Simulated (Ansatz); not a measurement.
## InO₃: pressure and energy above lowest point against volume per atom

Results calculated with Ansatz 0.2.0 development build, not measured. Equation of state of a cubic crystal from periodic Kohn-Sham density functional theory without spin; pressure corrected for the finite basis.

Cell of the first row (space group Pm-3m, No. 221):
```
CELL_PARAMETERS angstrom
4.12650 0.00000 0.00000
0.00000 4.12650 0.00000
0.00000 0.00000 4.12650
ATOMIC_POSITIONS crystal
In 0.00000 0.00000 0.00000
O 0.50000 0.00000 0.00000
O 0.00000 0.50000 0.00000
O 0.00000 0.00000 0.50000
```

Settings of every row: formula InO3; structure type ReO3; functional PBE; spin treatment none; k mesh 9x9x9; occupation method fermi-dirac; occupation width 0.061225619 eV; wave cutoff 420 eV; datasets soft-1 PAW; density cutoff ratio 4.

Limits: a cubic model structure, not a phase known at ambient conditions; modest k-mesh, values are not fully converged in k; no spin polarisation, a magnetic state may lie lower.

```csv
row,volume per atom (Å³),pressure (GPa),energy above lowest point (meV/atom)
1,17.567,4.608,15.31
2,17.941,?,?
3,18.315,1.383,1.64
4,18.688,0.016,0
5,19.062,-1.217,1.42
6,19.436,-2.333,5.59
7,19.81,-3.34,12.21
```

Question: what pressure and energy above lowest point should row 2 give?

Worked fit of pressure. Take u = (V_r/V)^(2/3) − 1 with V_r = 18.875 Å³ an atom, which is twice the finite (Eulerian) strain; such expansions in the strain, on which the Birch-Murnaghan equation of state is built, carry the rest volume and the bulk modulus. The shown rows have u = 0.04904, 0.02028, 0.00666, -0.00655, -0.01934, -0.03172. Least squares give pressure = −0.6167 + 93.389 × u + 249.48 × u² + 381.4 × u³ GPa; a parabola predicts inner rows, each left out in turn, worse (root mean square 0.0077 against 0.0011 GPa). The rows lie off it by 0.000, 0.000, 0.000, 0.001, -0.001, 0.000. The pressure vanishes at u = 0.0065, or V = 18.69 Å³ an atom, and there the bulk modulus at fixed shape and fractions is B = −V dP/dV = (2/3)(1 + u) dP/du = 64.9 GPa. The withheld row has u = 0.03441, so the fit gives −0.6167 + 93.389 × (0.03441) + 249.48 × (0.03441)² + 381.4 × (0.03441)³ = 2.908 GPa.

The calculation gave 2.905 GPa. The fit lies 0.003 GPa (0.038 % of the column's range) above it; its largest miss of a shown row is 0.001 GPa.

Worked fit of energy above lowest point. Take u = (V_r/V)^(2/3) − 1 with V_r = 18.875 Å³ an atom, which is twice the finite (Eulerian) strain; such expansions in the strain, on which the Birch-Murnaghan equation of state is built, carry the rest volume and the bulk modulus. The shown rows have u = 0.04904, 0.02028, 0.00666, -0.00655, -0.01934, -0.03172. Least squares give energy above lowest point = 0.355 − 107.33 × u + 8407 × u² meV/atom; a straight line predicts inner rows, each left out in turn, worse (root mean square 5.6 against 0.015 meV/atom). The rows lie off it by 0.00, 0.00, -0.01, 0.00, 0.01, -0.01. Its lowest point lies at u = 0.0064, or V = 18.7 Å³ an atom, and the curvature there gives the bulk modulus at fixed shape and fractions, B = (4/9)(1 + u)² E″(u)/V = 64.9 GPa. The withheld row has u = 0.03441, so the fit gives 0.355 − 107.33 × (0.03441) + 8407 × (0.03441)² = 6.62 meV/atom.

The calculation gave 6.58 meV/atom. The fit lies 0.04 meV/atom (0.26 % of the column's range) above it; its largest miss of a shown row is 0.01 meV/atom.
